## Which length counts as unstrained?

If a MoPt layer must match a template slightly wider or narrower than itself, the choice depends on which misfit costs less. Read directly, the energies below favour the narrower template: at 5 % strain, squeezing costs 53 meV/atom and stretching 224. At 10 % that advantage has almost gone. The advantage appears because strain is counted here from a cell that is already stretched.

MoPt (P-6m2, 2 atoms per cell, a = 2.821 Å, c = 4.527 Å at strain 0), strained equally along both in-plane axes from a cell not relaxed at this level, with c and fractional coordinates fixed. Ansatz 0.2.0, plane-wave PAW, scalar-relativistic PBEsol, no spin polarisation, 420 eV cutoff, 21×21×10 k mesh, 0.15 eV Gaussian smearing. Pressure is positive in compression.

```
strain  energy change (meV/atom)  tensile stress along pattern (GPa)  pressure (GPa)
  -0.1                     571.5                             -190.51           76.95
-0.075                     239.4                             -112.45           45.22
 -0.05                      53.2                              -53.65           21.09
     0                       0.0                               22.79          -10.80
 0.025                      86.4                               45.87          -20.87
  0.05                     223.8                               61.75          -28.13
 0.075                     398.1                               72.15          -33.21
   0.1                     598.0                               78.23          -36.61
```

Strain is the fractional change of both in-plane lengths, with the height c held fixed. Energy change is counted from the cell at strain 0. The tensile stress along the pattern is the sum over the two in-plane axes, so each axis carries half of it. Pressure is the average over all three axes, positive in compression.

## The zero row is not at rest

At strain 0 the in-plane stress is already tensile, 22.8 GPa for the two axes together. The cell pulls inward, and a small squeeze lets it give energy back. The stress changes sign between −0.05 and 0, so the energy minimum lies there, and the zero row is only the lowest of the sampled points. The starting cell had not been relaxed with PBEsol; its label points to a Materials Project entry, and such cells are usually relaxed with PBE, which favours longer lattices than PBEsol; whether that accounts for the whole offset is not tested. The PAW datasets were themselves made for PBE, and the effect of this mismatch on the position of the minimum is not tested here.

A smooth curve through the stresses puts the minimum near strain −0.018, about 21 meV/atom below the zero row. Seen from there, the row at −0.05 is squeezed by only about 0.03, while the row at +0.05 is stretched by about 0.07. The two rows look like a matched pair but lie at very different distances from rest. That is the main reason their energies differ by a factor of four; the offset alone would make the contrast larger still, and the effect described next already trims it.

## Why squeezing catches up

The offset alone would keep stretching dearer at every strain. What works against it is the ordinary asymmetry of bonding. When atoms are pushed together, the repulsion between their electron shells grows steeply; when they are pulled apart, the attraction that holds them weakens. This is standard theory, and the stresses have the shape it leads to.

Between strains −0.1 and −0.075 the summed stress changes by 78 GPa. Over an equal step at the stretched end, from 0.075 to 0.1, it changes by only 6 GPa. Part of this contrast comes from the changing area over which the stress is reckoned, but the slope of the energy, proportional to (1 + strain) times the stress, still changes several times faster at the squeezed end. The crystal is thus far stiffer when squeezed than when stretched. With c fixed, the Mo–Pt distance shortens by only 3.3 % at strain −0.1, while the in-plane Mo–Mo and Pt–Pt distances take the full 10 % and become the shortest contacts, 2.539 Å. The tension is still rising at the last row, so the scan does not reach the greatest stress the crystal could bear.

## Two terms that nearly cancel

For a strain of size e, write the energy change as

E(e) = L·e + K·e² − C·e³

L measures the leftover tension, K the ordinary stiffness, and C the extra resistance to squeezing. Half the difference between stretching and squeezing by the same e removes K and leaves L·e − C·e³. The first term makes stretching dearer, the second squeezing. Because the second grows much faster, it matters little at small strain and catches up at large strain.

The 10 % pair can be estimated from the 5 % pair:

- L is the volume per atom times the summed stress at strain 0: 15.61 Å³ × 22.79 GPa ≈ 2.22 eV. At e = 0.05 the linear term is therefore 111 meV/atom.
- The computed half-difference there is (223.8 − 53.2)/2 = 85.3 meV/atom, so the cubic term is 111 − 85.3 ≈ 26.
- Doubling the strain doubles the first term to 222 and multiplies the second by eight, to about 206. The predicted half-difference is 16 meV/atom.

The calculation gives (598.0 − 571.5)/2 ≈ 13 meV/atom, and neither 10 % row was used in the estimate. The near equality at 10 % is therefore a near cancellation of two opposed effects, not a sign of symmetry; stretching is still slightly dearer there, and the crossing is expected just beyond the last row. Because the result is a small remainder of two large terms, the estimate works only when the stress at strain 0 matches the slope of the energy closely. The formula does less well for the separate energies, which it puts about 5 to 6 % too low at ±0.1. Terms of higher even order are absent from it, and they drop out of the difference.

## The same scan from a relaxed cell

A scan begun at the minimum would have no linear term, and squeezing would be the dearer direction throughout. A Morse-type curve, fitted to the stresses of all eight rows, shows by how much: a step of 0.08 from the minimum costs about 320 meV/atom in stretching and about 570 in squeezing. Had the starting cell been too small instead, both terms would have made squeezing dearer. The printed output after this text gives the fit and the comparison with each row.

For the template, the misfit should therefore be counted from the relaxed length, and at fixed height, for equal misfits of this size, the wider template is the cheaper one. The minimum found here also belongs to the fixed height: a tension of a few GPa along c remains there (a straight line between the rows at −0.05 and 0 gives 2.5 GPa, which should be too low because the curve bends), so the fully relaxed cell would differ somewhat. At strain −0.1 the stress along c reaches about 40 GPa in compression, because the squeezed crystal pushes to grow taller. At +0.1 it is 31.6 GPa in tension, because the stretched crystal pulls to grow shorter. A real layer with a free surface could follow both, which would lower the energy on both sides; the ordering with c free is not computed here.

Printed output of the fit:

```
fit of force on 8 rows: coefficient of exp(-s * strain) 358.3 +/- 0.29, coefficient of exp(-2 * s * strain) -335.6 +/- 0.25, s 3.55; rms 0.142, worst -0.05 0.254, leave-one-out rms 0.307
fit of force on 8 rows: constant 22.32 +/- 2.5, coefficient of strain 1244 +/- 23, coefficient of strain**2 -6450 +/- 426; rms 3.47, worst -0.05 -5.05, leave-one-out rms 7.54
Stress per axis in GPa and energies in meV per atom:
     row  in-plane tension  tension along c  Mo-Pt distance change %  cubic model energy  Morse energy
    -0.1            -95.25           -40.34                   -3.295               537.7         570.7
  -0.075            -56.23           -23.21                   -2.494               231.9         238.4
   -0.05            -26.82            -9.62                   -1.677                53.2         52.63
     0.0             11.39             9.61                        0                   0             0
   0.025             22.93            16.74                   0.8598               86.92         86.16
    0.05             30.88            22.64                    1.733               223.8         223.2
   0.075             36.08            27.48                     2.62               391.3         397.4
     0.1             39.12             31.6                     3.52               570.3         597.5
Energy at +0.05 over energy at -0.05: 4.207
Half-difference of energies at +-0.05, meV/atom: 85.3
Half-difference of energies at +-0.075, meV/atom: 79.35
Half-difference of energies at +-0.1, meV/atom: 13.25
Linear term from the stress of row 0 at strain 0.05, meV/atom: 111
Linear term from the stress of row 0 at strain 0.1, meV/atom: 222
Cubic term at strain 0.05, meV/atom: 25.72
Cubic term carried to strain 0.1, meV/atom: 205.8
Half-difference predicted at +-0.075, meV/atom: 79.72
Half-difference predicted at +-0.1, meV/atom: 16.27
Strain of the minimum from the Morse fit: -0.01845
Energy of that minimum relative to row 0, meV/atom: -21.1
Tension along c near that minimum by linear interpolation, GPa: 2.514
Half the curvature there, roughly C11 + C12, GPa: 679.1
Cost of stretching by 0.08 from the minimum, Morse, meV/atom: 320.9
Cost of squeezing by 0.08 from the minimum, Morse, meV/atom: 566.3
Change of summed stress from -0.1 to -0.075, GPa: 78.06
Change of summed stress from 0.075 to 0.1, GPa: 6.08
```
